This PBEsol calculation turns MoS₂ metallic between 12 and 25 GPa, and for this stacking of the layers that is probably too early, a judgement that rests on the known bias of the functional and on a recalled gap rather than on a measured closure. The functional makes the band gap too small, and the zero printed at 25 GPa may well stand for a crystal that still has a gap. A second error, too weak an attraction between the layers, stretches the crystal along $c$ and hides part of the first.

MoS₂ (6 atoms per cell, space group P6₃/mmc, no. 194), relaxed under hydrostatic pressure at zero temperature with its symmetry kept. Ansatz 0.2.0, scalar-relativistic plane-wave PAW with PBEsol, no spin polarisation, 420 eV cutoff, Gaussian smearing. Changes are relative to the cell relaxed at zero pressure, with a = 3.141 Å and c = 12.585 Å.

```
applied pressure (GPa)   k mesh  smearing width  volume change (%)  a change (%)  c change (%)  band gap (eV)
                     1  12×12×2         0.02 eV              -3.45         -0.27         -2.93          0.799
                    12  12×12×4         0.02 eV             -15.52         -2.74        -10.69          0.178
                    25  12×12×4         0.01 eV             -22.16         -4.98        -13.80          0.000
                    50  12×12×4          0.1 eV             -30.22         -8.31        -16.99          0.000
                    90  12×12×4          0.1 eV             -37.89        -12.20        -19.43          0.000
```

**Up to 1 GPa.** The first row already shows the weak attraction. The volume falls by 3.45 % (the run ended at 0.97 GPa), whereas a measured bulk modulus of roughly 50 GPa (a recalled value) would allow about 2 %. Most of the shrinkage is along $c$, the direction in which the layers are stacked. Softness along $c$ is natural in a layered crystal, so the sign of an error is its excess over the measured softness. The uncompressed cell agrees with this reading, as its $c$ axis is about 2 % longer than the measured one.

The cause is clearest in the limit of two layers far apart. Real layers still attract each other there, because fluctuations of the electrons in one layer are correlated with those in the other. A semilocal functional builds its energy from the density and its gradient at each point. Where the two densities no longer overlap, it finds no attraction at all. At the actual distance a little overlap remains, so PBEsol does bind the layers, but too loosely.

In the opposite limit, that of strong compression, this error should matter much less. The calculated crystal reaches the measured length of $c$ before the first row, so the lacking attraction acts roughly like a pressure below 1 GPa. Against an applied pressure of tens of GPa this is a small correction. Within the layers, where covalent bonds hold the atoms, there is no comparable soft start: $a$ shrinks at nearly the same rate before and after 1 GPa, while the rate for $c$ drops to a quarter.

The long $c$ axis also flatters the gap. The same calculation gives 0.98 eV at zero pressure, and linear interpolation to the first row gives about 0.87 eV once $c$ has shrunk by 2 %. Against a measured gap of roughly 1.3 eV, the functional thus seems to fall short by 0.3 eV, but at the measured layer distance it falls short by 0.4 eV. Two errors of opposite sign make the result look better than the functional deserves. The size of this is uncertain: along the interpolation $a$ shrinks as well, whereas the measured $a$ is slightly longer than the computed one (again a recalled value), so if the gap follows the volume, as below, the hidden part is expected to be smaller.

**From 1 to 12 GPa.** The gap probably shrinks mainly because the layers approach each other. The highest filled state lies at the centre of the Brillouin zone and has a large share of sulfur orbitals that point across the space between the layers. When these overlap more strongly, their antibonding combination rises. The lowest empty state, midway between Γ and K, also feels the neighbouring layer, and the distance in energy between the two states shrinks. The first GPa, which mainly brings the layers closer, supports this. The indirect gap falls by 0.17 eV, while the smallest direct gap, expected between states that lie mostly within the layers, rises by 0.01 eV. By 12 GPa the direct gap has fallen too, though by only 0.16 eV against 0.78 eV for the indirect one; other states may form it by then.

Pressure itself is therefore a poor measure of what the bands feel. A straight line in pressure through the gaps at 0 and 1 GPa reaches zero near 6 GPa, yet the k mesh still shows a gap at 12 GPa, although a crossing of bands between its points may be missed there. The first GPa closes the soft space between the layers, and later ones meet a stiffer crystal. Volume is a better guide. For small strains the band energies shift in proportion to the strain, and if a given loss of volume counts alike along $c$ and along $a$, the gap follows a straight line in $\ln V$:

$$E_g = E_0 + D\,\ln\frac{V}{V_0}$$

Here $E_g$ is the gap, counted negative when the bands overlap, $V$ is the volume, and $E_0$ and $V_0$ are the values at zero pressure. The constant $D$ comes from the first GPa alone, that is from two runs on the coarser 12×12×2 mesh, whose band edges lie at the same k points as at 12 GPa. With gaps read on the k mesh, which lie up to 0.03 eV above the printed ones, it is

$$D = \frac{0.816-0.983}{\ln(1-0.0345)} \approx 4.76\ \text{eV}.$$

**From 12 to 25 GPa.** At 25 GPa the volume has fallen by 22.16 %, and the line gives

$$E_g \approx 0.983 + 4.76\,\ln(1-0.2216) \approx -0.21\ \text{eV}.$$

The calculation itself finds an overlap of 0.20 eV, although this row played no part in setting $D$. The strain is no longer small here, and a larger share of it lies within the layers than in the first GPa, so such close agreement may be partly luck. A line scaled by $c$ alone would leave the gap open at 25 GPa, so either the shrinking of $a$ counts too or the effect of the approaching layers grows faster than in proportion; these rows cannot separate the two. The printed 0.000 hides this overlap, because a gap column stops at zero while the bands go on moving. Interpolation of the mesh gaps between the two rows puts the closure near 19 GPa, and the smaller printed gap at 12 GPa would put it slightly lower. Band edges that lie between the mesh points would act in the same direction, since a mesh that misses them makes the gap look too large.

Here the error of the functional can decide the outcome. The energy differences between orbitals in a semilocal calculation leave out the jump that the exact exchange–correlation potential makes when an electron is added, and so the gap comes out too small. The simplest repair raises all empty bands by the 0.4 eV found at the measured layer distance. The overlap at 25 GPa then becomes a gap of about 0.2 eV, and closure moves to roughly 30 GPa. That the shift stays the same under pressure is an assumption. It probably shrinks as the gap narrows, because the electrons then screen charges better, so this figure shows the direction of the error rather than its size. Experiment does not settle the matter either, since the reported pressures for the onset of metallic conduction differ widely, and the lowest of them, as recalled, lie near the computed closure.

**From 25 to 90 GPa.** The column repeats its zero, but the overlap grows to 1.2 eV at 50 GPa and 2.1 eV at 90 GPa. An upward shift of 0.4 eV would not reopen a gap in either row. For the structure calculated here, the metallic state at these two pressures is therefore much safer than the one at 25 GPa.

The crystal has also stopped behaving like a stack of loosely held layers. Between 25 and 50 GPa the two axes shrink at nearly equal rates, and beyond that $a$ shrinks faster. The line in $\ln V$ now fails: it puts the overlap 0.4 eV too low at 50 GPa and 0.8 eV too low at 90 GPa, relative to the calculation. Perhaps other bands, which respond to the squeezed bonds within the layers, have become the band edges; this is a guess that the numbers do not test.

One approximation leaves no trace in the table. The relaxation keeps the symmetry of the starting cell, whereas the layers of real MoS₂ are known to slide into another stacking from roughly 20 GPa. Both stackings have space group 194, so the unchanged number is no sign that the right one was followed. The three metallic rows thus describe the original stacking, which need not be the stable one. The runs themselves raised no warnings, but cautions drawn from the data makers' tests on other systems still apply: the smearing at 25 GPa counts as narrow for a metal, and the cell at 90 GPa as far from the equilibrium volume. All rows use PAW datasets made for PBE, not for PBEsol, and leave out zero-point motion, which usually narrows a gap a little. The output below sets both straight lines beside the calculated gaps.

Numerical output:

```
Shrinkage since the row before in % of the starting length per GPa:
  row  c axis   a axis  c rate over a rate
    1    2.93     0.27               10.85
   12  0.7055   0.2245               3.142
   25  0.2392   0.1723               1.388
   50  0.1276   0.1332               0.958
   90   0.061  0.09725              0.6272
Signed gap in eV and two lines drawn from the first GPa:
  row  computed  line in ln V  ln V line less computed  line in pressure
    1    0.8157        0.8157                        0            0.8157
   12    0.2064        0.1791                 -0.02728            -1.025
   25   -0.2048       -0.2111                -0.006324            -3.201
   50     -1.17       -0.7321                   0.4378            -7.384
   90    -2.121        -1.287                   0.8339            -14.08
Mean bulk modulus over the first GPa (GPa): 28.99
Volume loss at 1 GPa for a measured bulk modulus near 50 GPa (%): 2
Pressure at which computed c is 2 % shorter, straight line (GPa): 0.6826
Change of indirect mesh gap from 0 to 12 GPa (eV): -0.7766
Change of direct mesh gap from 0 to 12 GPa (eV): -0.1636
Computed gap with c 2 % shorter (eV): 0.8688
Part of the gap deficit hidden by the long c axis (eV): 0.1142
Gap deficit at the computed cell (eV): 0.317
Gap deficit with c 2 % shorter (eV): 0.4312
Closure pressure from the pressure line of the first GPa (GPa): 5.874
Closure pressure interpolated between computed rows (GPa): 18.53
Closure pressure after a rigid shift by the deficit with c 2 % shorter (GPa): 30.87
```
